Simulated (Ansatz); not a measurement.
## From F to I: the HOMO–LUMO gap

One atom is swapped for its congeners: GeH2F `[F][GeH2]`; GeH2Cl `[Cl][GeH2]`; GeH2Br `[GeH2][Br]`; GeH2I `[GeH2][I]`. All are doublets with charge 0.

Shapes, held fixed at every level: PBE0-D4/def2-TZVP. Programs: Ansatz 0.2.0. Values in eV.

**Question.** How should the HOMO–LUMO gap change along the series?

**Answer.** At wB97M-V/def2-TZVPP the HOMO–LUMO gap falls at every step, from 7.43 to 6.79 eV. Every level shows the same order. Open shells run unrestricted unless RO is named. For atoms past krypton def2 sets carry core potentials with scalar relativity. Relativity is left out for Br, Ge unless named. Orbital gaps aren't excitation energies, and the LUMO depends on the basis.

| level | GeH2F | GeH2Cl | GeH2Br | GeH2I |
| --- | --- | --- | --- | --- |
| SPW92/def2-TZVPP | 1.05 | 0.95 | 0.90 | 0.82 |
| PBE-D4/def2-TZVPP | 1.42 | 1.30 | 1.23 | 1.13 |
| r2SCAN-D4/def2-TZVPP | 2.23 | 2.07 | 1.99 | 1.85 |
| BHLYP-D4/def2-TZVPP | 5.40 | 5.15 | 5.01 | 4.77 |
| r2SCAN0-D4/def2-TZVPP | 4.15 | 3.92 | 3.80 | 3.60 |
| wB97X-V/def2-TZVPP | 7.68 | 7.41 | 7.26 | 7.00 |
| wB97M-V/def2-TZVPP | 7.43 | 7.17 | 7.03 | 6.79 |

The gap narrows from fluorine to iodine at every level, with the smallest step between chlorine and bromine. That pattern fits the similar size and electronegativity of these two halogens, since the filled 3d shell of bromine screens its nucleus poorly. In a germyl radical the unpaired electron occupies a germanium-centred hybrid, and the frontier gap probably separates this orbital from its empty opposite-spin counterpart. It would then measure mainly the cost of pairing a second electron in the same region, not a bonding–antibonding splitting. Fluorine draws germanium p character into its bond and leaves more s character in the radical orbital, keeping it compact. Heavier halogens weaken this effect and offer higher-lying, more diffuse p lone pairs over which the spin can spread, which lowers the pairing cost.

The ordering is therefore well supported, but the size of the gap is not: for GeH2F it runs from 1.05 to 7.68 eV, probably because exact exchange pushes the filled and empty spin orbitals apart. Spin densities and orbital compositions would be needed to confirm the delocalisation argument.
